**Question**

I'm looking at the bands of lead selenide from a PBE calculation, listed at the corner points of the path through reciprocal space. Here v1 is the highest filled band and v2 and v3 are the two below it, while c1 and c2 are the lowest two empty bands.

Kohn–Sham bands of rock-salt PbSe (two-atom cell, not relaxed), calculated with Ansatz 0.2.0 using the PBE functional, PAW datasets and plane waves up to 420 eV. The calculation is scalar-relativistic and not spin-polarized, with a 7×7×7 k-mesh and Fermi–Dirac smearing of 0.0315 eV.

| k-point | coordinates (reciprocal vectors of the computed cell, not always the standard one) | band v3 (eV from the Fermi level) | band v2 (eV from the Fermi level) | band v1 (eV from the Fermi level) | band c1 (eV from the Fermi level) | band c2 (eV from the Fermi level) | c1 less v1 (eV) |
| --- | --- | --- | --- | --- | --- | --- | --- |
| Gamma | 0 0 0 | -2.01 | -2.01 | -2.01 | 4.48 | 4.48 | 6.49 |
| X | 0.5 0 0.5 | -5.05 | -3.34 | -3.34 | 3.57 | 5.35 | 6.91 |
| U | 0.625 0.25 0.625 | -4.65 | -2.84 | -2.53 | 3.19 | 3.80 | 5.72 |
| K | 0.375 0.375 0.75 | -4.65 | -2.84 | -2.53 | 3.19 | 3.80 | 5.72 |
| L | 0.5 0.5 0.5 | -1.61 | -1.61 | -0.21 | 0.13 | 1.54 | 0.34 |
| W | 0.5 0.25 0.75 | -4.31 | -4.31 | -0.96 | 1.71 | 4.74 | 2.67 |

The highest filled level sits at L, and the gap is smallest there too. The explanation I know is that lead keeps a filled 6s shell, which pushes the selenium 4p levels upwards, and that this push is strongest at L. Is that the whole reason?

**Answer**

Not quite. The push from lead 6s is what lifts L above its closest rival, W, but it is only one of two reasons why L stands so far above the other corners, and it accounts for only a smaller part of the narrowing of the gap. The filled band is also held down by a second effect, the mixing of selenium p with lead p orbitals, and at L this effect switches off. Both follow from one property of the electron wave, its phase on the two lead neighbours at either side of a selenium atom.

In the rock-salt structure each selenium atom has lead neighbours in opposite pairs along the three cube axes. A p orbital has a positive and a negative lobe. If the wave has the same sign on both neighbours, their s orbitals cancel against the two lobes, whereas two lead p orbitals pointing along the same axis act together. If the sign is opposite, the roles are exchanged: s orbitals now couple to the selenium p orbital and p orbitals cancel.

The two couplings have opposite consequences for the filled band. Lead 6s lies below selenium 4p and is filled, with nearly two electrons in a population analysis of the same run, so mixing with it pushes selenium p up. Lead 6p lies above and is mostly empty, so mixing with it pushes selenium p down. At Gamma the wave has equal signs on every pair, and at L it has opposite signs on every pair. Going from Gamma to L therefore removes the downward push and brings in the upward one.

**Can either effect do it alone?**

The table has pairs of points that separate the two. In simple theory the coupling to lead s is equally strong at K and at W, so its push should be similar, yet v1 is 1.57 eV higher at W. At Gamma and X this push vanishes by symmetry, but v1 still differs by 1.33 eV between them. On its own, the 6s shell would still put the top of the band at L, where its push is largest, but it can't explain these differences between points where its push is similar or zero.

Mixing with lead p alone fails as well. It vanishes for v1 at both W and L, but v1 is 0.75 eV higher at L. At L itself it vanishes for all three selenium p levels, which should then coincide if only nearest neighbours matter, whereas v1 stands 1.40 eV above the pair formed by v2 and v3. Lead s has the right symmetry to lift just one combination of the three, the one pointing along the cube diagonal.

The assignment of the levels to these orbitals is argued from symmetry. The differences and the pairing of levels are results of the calculation, and neither effect alone accounts for them.

**A model small enough for paper**

Let $\phi_x$, $\phi_y$ and $\phi_z$ be the change in phase of the wave over one lead–selenium step along each cube axis. At Gamma all three are 0°, and at L all three are 90°, which makes the two opposite neighbours differ by 180°. For a p orbital along $x$, the coupling to lead p is

$$t = 2V\left[\cos\phi_x - \tfrac14(\cos\phi_y+\cos\phi_z)\right].$$

Here $V$ is the head-on coupling between two neighbouring p orbitals. The factor of one quarter is a rough, recalled value for orbitals that meet side by side, and its minus sign reflects their opposite overlap.

Two levels a distance $2h$ apart, with midpoint $m$, repel each other when coupled. The lower one moves to

$$E = m-\sqrt{h^2+t^2}.$$

The uncoupled levels can be read at L, where $t$ is zero. I take v2 there, at −1.61 eV, as selenium p, and c2, at 1.54 eV, as lead p. This gives $m = (1.54-1.61)/2 = -0.035$ eV and $h = (1.54+1.61)/2 = 1.575$ eV.

The coupling $V$ was fitted to v3 at Gamma, X, K and W, because lead s can't reach that level by symmetry. The result is 1.59 eV. It places v3 within about 0.03 eV at X, K and W, and about a quarter of an eV too deep at Gamma. Since the model includes nearest neighbours only, $V$ also absorbs some of the influence of more distant atoms.

The push from lead s grows with $\sin^2\phi_x+\sin^2\phi_y+\sin^2\phi_z$, which is 0 at Gamma and X, 1 at K and W, and 3 at L. One more constant, fitted to what the p mixing leaves unexplained in v1 at the five distinct points (U repeats K), comes out at 0.48 eV per unit.

**One level worked through**

Take v1 at K. The phases are 135°, 135° and 0°, so the coupling has the size

$$|t| = 2\times1.59\times\left|-0.71-\tfrac14(-0.71+1)\right| \approx 2.5\ \text{eV}.$$

Mixing with lead p alone then puts the level at

$$-0.035-\sqrt{1.575^2+2.5^2}\approx-3.0\ \text{eV}.$$

The push from lead s raises it by 0.48 eV to about −2.5 eV, and the table has −2.53 eV. This is a check of consistency, since K took part in both fits. What carries more weight is that the same $V$, found from the deepest of the three levels, also gives v1 at X and v2 at K to within about a quarter of an eV. Lead s can't reach either of these levels, so the second constant doesn't help there.

With both effects, the typical (root-mean-square) miss for v1 is 0.18 eV, on a band that spans about 3 eV between these corners. With p mixing alone it is 0.74 eV, and with a straight line in the s push alone 0.65 eV. The printed output below gives the misses point by point.

The model also explains the pattern at X. There the phase is 180° along one axis and 0° along the others. For the p orbital along the special axis, the head-on and sideways terms add up, which gives one deep level; for the other two orbitals the sideways terms cancel, which gives a pair above it. That is the order in the table: v3 single, with v1 and v2 together 1.71 eV higher. These levels also test the recalled factor of one quarter: put through the same formula, they ask for about 0.3.

**What about the gap?**

Here your explanation loses more ground. From Gamma to L, v1 rises by 1.80 eV while c1 falls by 4.35 eV, so most of the narrowing comes from the empty band. Even if one measures at L from v2, which lead s doesn't lift, the distance to c1 is only 1.74 eV. That is still less than the gap at any other corner listed. The 6s shell makes the gap at L much narrower, but L would most likely have the smallest one of these corners even without that lift.

The size of the final gap needs care. The 0.34 eV at L is what remains after large shifts have nearly closed the distance between the bands. Spin–orbit coupling, which this calculation leaves out, should narrow it further. It mixes c1 with the lead p levels just above and v1 with the selenium p levels just below, which pushes the two bands towards each other. The shift can reach tenths of an eV, as much as the gap itself. Since PBE also tends to make gaps too small, adding this coupling to it may even reverse the order of the two bands. The cell wasn't relaxed either, so the number isn't a forecast of the measured gap. The argument about v1 stands on firmer ground, because it rests on differences of 0.75 eV or more.

It is tempting to use the same formula for the empty band, with a plus sign before the root, since in this simple model two coupled levels move apart by equal amounts. This fails at both ends of the comparison between Gamma and L: c1 comes out 2.3 eV too low at Gamma and 1.4 eV too high at L. The miss at L is simply the distance from c1 to c2, because c2 was taken as the lead p level there. At X the energy looks right, but the formula makes c1 and c2 a pair, and in the table they are 1.78 eV apart.

So the phase rule explains why the filled band peaks at L, and only part of why the empty band dips there. Two things that the model leaves out may supply more. One is direct coupling between p orbitals on neighbouring lead atoms. At L it should lower the lead p level that points along the cube diagonal and raise the other two, which fits c1 lying below c2. It is a poor explanation for the miss at Gamma, though: it raises the levels there, but it also raises c2 at L, from which the model starts.

The other is the overlap of neighbouring orbitals, which makes the upper of two coupled levels rise further than the lower one falls. That has the right sign at Gamma. These energies alone can't tell how much each contributes, all the more because mixing with the deep selenium 4s level should push c1 up at L.

Output of the analysis:

```
fit of ysq on 4 rows (distinct & (tlow2 > 0)): coefficient of tlow2 2.529 +/- 0.05; rms 0.574, worst Gamma 1.11, leave-one-out rms 0.599
  rows outside the fit (model, value, miss): U 18.54, 18.82, -0.277; L 0, 0, 0
fit of excess on 5 rows (distinct): coefficient of sp 0.4809 +/- 0.061; rms 0.179, worst Gamma -0.263, leave-one-out rms 0.21
  rows outside the fit (model, value, miss): U 0.4809, 0.4403, 0.0406
fit of v1 on 5 rows (distinct): constant -2.632 +/- 0.51, coefficient of sp 0.8217 +/- 0.34; rms 0.653, worst W -0.85, leave-one-out rms 0.923
  rows outside the fit (model, value, miss): U -1.81, -2.53, 0.72
Model less computed level, eV:
    row     v3 p-p  v1 p-p only  v1 s push only  v1 both  c1 mirrored p-p
  Gamma    -0.2633      -0.2633         -0.6217  -0.2633           -2.277
      X  -0.009312      -0.2443          0.7083  -0.2443          -0.0557
      U     0.0301      -0.4403            0.72  0.04063          -0.2897
      K     0.0301      -0.4403            0.72  0.04063          -0.2897
      L  -2.22e-16         -1.4         0.04333  0.04281             1.41
      W  -0.001485        -0.65           -0.85  -0.1691            -0.17
Sigma coupling from the v3 fit, eV: 1.59
Rms miss for v1, s push only, eV: 0.6528
Rms miss for v1, p-p mixing only, eV: 0.7356
Rms miss for v1, both causes, eV: 0.1795
v1 at W less v1 at K (equal s push), eV: 1.57
v1 at Gamma less v1 at X (no s push), eV: 1.33
v1 at L less v1 at W (no p-p mixing), eV: 0.75
v1 less v2 at L, eV: 1.4
Rise of v1 from Gamma to L, eV: 1.8
Fall of c1 from Gamma to L, eV: 4.35
c1 less v2 at L, eV: 1.74
c2 less c1 at X, eV: 1.78
```
